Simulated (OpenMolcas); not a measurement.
InSiNH6 (SMILES N[SiH2][InH2]): the energy, rung by rung

InSiNH6 has 9 atoms, charge 0, and is taken as a singlet. SMILES: `N[SiH2][InH2]`. The coordinates come from a PBE0-D4/def2-TZVP relaxation. This is one conformer, not always the lowest.

```xyz
9

N    -0.8915    0.5914   -1.3364
Si    0.3738    0.7440   -0.1687
In    0.2672   -1.2554    1.4461
H    -1.0956   -0.3142   -1.7266
H    -1.0357    1.3160   -2.0225
H     0.1700    2.0365    0.5452
H     1.7589    0.8321   -0.7407
H    -0.5512   -2.7168    0.9919
H     1.0041   -1.2337    3.0116
```

Each level gives the energy change with the N1–Si2 bond stretched from 1.729 to 1.988 Å (eV). The values are calculated.

```tsv
level	kind	program	value (eV)	less CCSD(T)/def2-SVP	CPU time (all runs)
HF/def2-SVP (core potential) (restricted)	Hartree–Fock	OpenMolcas	0.62	+0.09	22 s
SVWN5/def2-SVP (core potential) (restricted)	LDA	OpenMolcas	0.59	+0.06	65 s
revPBE/def2-SVP (core potential) (restricted)	GGA	OpenMolcas	0.44	-0.09	75 s
M06-L/def2-SVP (core potential) (restricted)	meta-GGA	OpenMolcas	0.55	+0.02	1.7 min
r2SCAN/def2-SVP (core potential) (restricted)	meta-GGA	OpenMolcas	0.55	+0.02	1.8 min
M06-2X/def2-SVP (core potential) (restricted)	hybrid meta-GGA	OpenMolcas	0.59	+0.06	90 s
B2PLYP/def2-SVP (core potential) (restricted)	double hybrid	OpenMolcas	0.55	+0.02	56 s
MP2/def2-SVP (core potential) (restricted)	perturbation theory	OpenMolcas	0.56	+0.03	19 s
CCSD(T)/def2-SVP (core potential) (restricted)	coupled cluster or CI	OpenMolcas	0.53	0.00	2.7 min
```

Differences are taken from CCSD(T)/def2-SVP (core potential) (restricted) for orientation; it has basis-set and higher-order errors of its own. The first shape isn't each level's own minimum. The values span 0.44 to 0.62 eV. In the correlated wave-function rows the outer d shell of In is correlated, in sets not made for it. Times are those of the runs behind each value, whatever else they computed, on shared processors of several kinds: orders of magnitude only.

Stretching the Si–N bond is clearly uphill at every level, as expected for a strong, polar σ bond. Lengthening it reduces the overlap between the silicon and nitrogen orbitals and weakens the attraction between the positively polarised silicon and the negatively polarised nitrogen. Delocalisation of the nitrogen lone pair into σ* orbitals on the silyl group probably adds a little to the resistance.

Hartree–Fock gives the largest rise and revPBE the smallest, on opposite sides of the coupled-cluster value. MP2 removes most of the Hartree–Fock excess, probably because electron correlation stabilises the stretched bond more than the initial one. The density functionals don't improve steadily with complexity: M06-2X lies further from the coupled-cluster value than either meta-GGA. M06-L, r2SCAN and B2PLYP agree at 0.55 eV, so this test gives no reason to prefer one of them. The energies describe resistance to a limited stretch, not the strength of the bond towards dissociation, where a restricted single-reference description can fail.
